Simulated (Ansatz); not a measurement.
Li: pressure and energy less free atoms against volume scale

Periodic Kohn-Sham DFT of a crystal at fixed atoms, scaled to volume_scale times the given cell; pressure positive in compression, energy less spherical unpolarised free atoms, largest_vzz the field gradient of largest size among the nuclei. The results are calculated, by Ansatz 0.2.0.

The cell before it is scaled or strained (space group Im-3m, No. 229):
```
Li
1.0
     -1.7500     1.7500     1.7500
      1.7500    -1.7500     1.7500
      1.7500     1.7500    -1.7500
Li
1
Direct
  0.00000 0.00000 0.00000
```

Settings of every row: method all-electron LAPW; functional PBEsol; relativity scalar; k mesh 15x15x15; filling fermi-dirac; smearing width 0.08 eV; basis error target 0.25 meV/atom; nucleus gaussian.

Atom start moment: 0 on all atoms.

| row | volume scale | V (Å³/atom) | pressure (GPa) | energy less free atoms (eV/atom) |
| --- | --- | --- | --- | --- |
| 1 | 0.94 | 20.151 | 0.065 | -1.971 |
| 2 | 0.95 | 20.366 | -0.079 | -1.971 |
| 3 | 0.96 | 20.58 | -0.217 | -1.9708 |
| 4 | 0.98 | 21.009 | -0.474 | -1.9699 |
| 5 | 0.99 | 21.223 | ? | ? |
| 6 | 1 | 21.438 | -0.709 | -1.9683 |
| 7 | 1.01 | 21.652 | -0.819 | -1.9672 |
| 8 | 1.02 | 21.866 | -0.924 | -1.9661 |
| 9 | 1.04 | 22.295 | -1.121 | -1.9633 |
| 10 | 1.05 | 22.509 | -1.212 | -1.9618 |
| 11 | 1.06 | 22.724 | -1.3 | -1.9601 |

Question: what pressure and energy less free atoms should row 5 give?

Worked fit of pressure. Take u = (V_r/V)^(2/3) − 1 with V_r = 21.545 Å³ an atom, which is twice the finite (Eulerian) strain; such expansions in the strain, on which the Birch-Murnaghan equation of state is built, carry the rest volume and the bulk modulus. The shown rows have u = 0.0456, 0.03823, 0.03102, 0.01694, 0.00332, -0.0033, -0.00981, -0.02255, -0.02876, -0.0349. Least squares give pressure = −0.7648 + 16.576 × u + 35.53 × u² GPa; a straight line predicts inner rows, each left out in turn, worse (root mean square 0.02 against 0.0004 GPa). The rows lie off it by 0.000, 0.000, -0.001, 0.000, 0.000, 0.000, 0.000, 0.000, 0.000, 0.000. The pressure vanishes at u = 0.0423, or V = 20.25 Å³ an atom, and there the bulk modulus at fixed shape and fractions is B = −V dP/dV = (2/3)(1 + u) dP/du = 13.6 GPa. The withheld row has u = 0.01009, so the fit gives −0.7648 + 16.576 × (0.01009) + 35.53 × (0.01009)² = -0.594 GPa.

The calculation gave -0.594 GPa. The fit meets it to the printed digit.

Worked fit of energy less free atoms. Take u = (V_r/V)^(2/3) − 1 with V_r = 21.545 Å³ an atom, which is twice the finite (Eulerian) strain; such expansions in the strain, on which the Birch-Murnaghan equation of state is built, carry the rest volume and the bulk modulus. The shown rows have u = 0.0456, 0.03823, 0.03102, 0.01694, 0.00332, -0.0033, -0.00981, -0.02255, -0.02876, -0.0349. Least squares give energy less free atoms = −1.96778 − 0.1553 × u + 1.858 × u² eV/atom; a straight line predicts inner rows, each left out in turn, worse (root mean square 0.0011 against 3.4e-05 eV/atom). All shown rows lie on it to the printed digit. Its lowest point lies at u = 0.0418, or V = 20.26 Å³ an atom, and the curvature there gives the bulk modulus at fixed shape and fractions, B = (4/9)(1 + u)² E″(u)/V = 14.2 GPa. The withheld row has u = 0.01009, so the fit gives −1.96778 − 0.1553 × (0.01009) + 1.858 × (0.01009)² = -1.9692 eV/atom.

The calculation gave -1.9691 eV/atom. The fit lies 0.0001 eV/atom (0.92 % of the column's range) below it, one unit of the last digit.
